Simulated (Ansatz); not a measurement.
# A series in volume per atom on CuO₂

Equation of state of a cubic crystal from periodic Kohn-Sham density functional theory without spin; pressure corrected for the finite basis. The results are calculated, by Ansatz 0.2.0 development build.

Cell of the first row (space group Fm-3m, No. 225):
```
CuO2
1.0
      0.0000     2.3506     2.3506
      2.3506     0.0000     2.3506
      2.3506     2.3506     0.0000
Cu O
1 2
Direct
  0.00000 0.00000 0.00000
  0.25000 0.25000 0.25000
  0.75000 0.75000 0.75000
```

Settings of every row: formula CuO2; structure type fluorite; functional r2SCAN; spin treatment none; k mesh 12x12x12; occupation method fermi-dirac; occupation width 0.1 eV; wave cutoff 500 eV; datasets soft-1 PAW; density cutoff ratio 4.

Limits: a cubic model structure, not a phase known at ambient conditions; modest k-mesh, values are not fully converged in k; no spin polarisation, a magnetic state may lie lower.

| row | volume per atom (Å³) | pressure (GPa) | energy above lowest point (meV/atom) |
| --- | --- | --- | --- |
| 1 | 8.658 | 9.658 | 10.42 |
| 2 | 8.941 | ? | ? |
| 3 | 9.223 | -3.707 | 1.33 |
| 4 | 9.505 | -8.799 | 12.48 |
| 5 | 9.787 | -13.05 | 31.84 |

Question: what pressure should row 2 give?

Worked fit of pressure. Take u = (V_r/V)^(2/3) − 1 with V_r = 9.364 Å³ an atom, which is twice the finite (Eulerian) strain; such expansions in the strain, on which the Birch-Murnaghan equation of state is built, carry the rest volume and the bulk modulus. The shown rows have u = 0.05365, 0.01017, -0.00991, -0.02903. Least squares give pressure = −6.3712 + 254.108 × u + 832.21 × u² GPa; a straight line predicts inner rows, each left out in turn, worse (root mean square 0.87 against 0.018 GPa). The rows lie off it by 0.001, -0.006, 0.009, -0.003 (root mean square 0.0056 GPa). The pressure vanishes at u = 0.0233, or V = 9.046 Å³ an atom, and there the bulk modulus at fixed shape and fractions is B = −V dP/dV = (2/3)(1 + u) dP/du = 200 GPa. The withheld row has u = 0.0313, so the fit gives −6.3712 + 254.108 × (0.0313) + 832.21 × (0.0313)² = 2.398 GPa.

The calculation gave 2.383 GPa. The fit lies 0.015 GPa (0.066 % of the column's range) above it; its largest miss of a shown row is 0.009 GPa.

The other values of row 2: energy above lowest point 0 meV/atom.
